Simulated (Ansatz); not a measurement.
A series in volume scale on Pb

All results are calculated (Ansatz 0.2.0). Plane-wave DFT, scalar-relativistic PAW made under PBE with cores redone for the functional, no dispersion; the given relaxed cell is scaled uniformly, energy at zero smearing counts from the unscaled cell, pressure at the given Fermi-Dirac smearing is positive in compression.

The cell before it is scaled or strained (space group Im-3m, No. 229):
```
cell vectors (Å)
  -2.0565     2.0565     2.0565
   2.0565    -2.0565     2.0565
   2.0565     2.0565    -2.0565
atoms (fractions of the cell vectors)
Pb  0.00000  0.00000  0.00000
```

Settings of every row: spin polarised no; functional BLYP; wave cutoff 420 eV; smearing width 0.1 eV; k mesh 12x12x12.

Atom starting moment: 0 on all atoms.

Limits: no spin-orbit coupling, which can matter with elements this heavy; the cell comes from a prototype or a list of computed structures and needn't be the stable phase.

```
row  volume scale  V (Å³/atom)  energy change per atom (meV)  pressure (GPa)
  1          0.88       30.615                         65.12            5.48
  2          0.92       32.006                         27.59            3.28
  3          0.96       33.398                             7            1.52
  4          1.04       36.181                          3.99           -1.01
  5          1.08       37.572                             ?               ?
  6          1.12       38.964                         37.02           -2.64
```

Question: what energy change per atom and pressure should row 5 give?

Worked fit of energy change per atom. Take u = (V_r/V)^(2/3) − 1 with V_r = 33.398 Å³ an atom, which is twice the finite (Eulerian) strain; such expansions in the strain, on which the Birch-Murnaghan equation of state is built, carry the rest volume and the bulk modulus. The shown rows have u = 0.05972, 0.02879, 0, -0.05196, -0.09766. Least squares give energy change per atom = 7.069 + 485.19 × u + 8118.1 × u² meV; a straight line predicts inner rows, each left out in turn, worse (root mean square 23 against 0.28 meV). The rows lie off it by 0.12, -0.18, -0.07, 0.21, -0.09 (root mean square 0.14 meV). The withheld row has u = -0.07551, so the fit gives 7.069 + 485.19 × (-0.07551) + 8118.1 × (-0.07551)² = 16.72 meV.

The calculation gave 16.91 meV. The fit lies 0.19 meV (1.1 % of the value, 0.31 % of the column's range) below it; its largest miss of a shown row is 0.21 meV.

Worked fit of pressure. Take u = (V_r/V)^(2/3) − 1 with V_r = 33.398 Å³ an atom, which is twice the finite (Eulerian) strain; such expansions in the strain, on which the Birch-Murnaghan equation of state is built, carry the rest volume and the bulk modulus. The shown rows have u = 0.05972, 0.02879, 0, -0.05196, -0.09766. Least squares give pressure = 1.531 + 57.07 × u + 148.2 × u² GPa; a straight line predicts inner rows, each left out in turn, worse (root mean square 0.42 against 0.032 GPa). The rows lie off it by 0.01, -0.02, -0.01, 0.02, -0.01. The pressure vanishes at u = -0.0290, or V = 34.91 Å³ an atom, and there the bulk modulus at fixed shape and fractions is B = −V dP/dV = (2/3)(1 + u) dP/du = 31.4 GPa. The withheld row has u = -0.07551, so the fit gives 1.531 + 57.07 × (-0.07551) + 148.2 × (-0.07551)² = -1.93 GPa.

The calculation gave -1.92 GPa. The fit lies 0.01 GPa (0.12 % of the column's range) below it, one unit of the last digit.
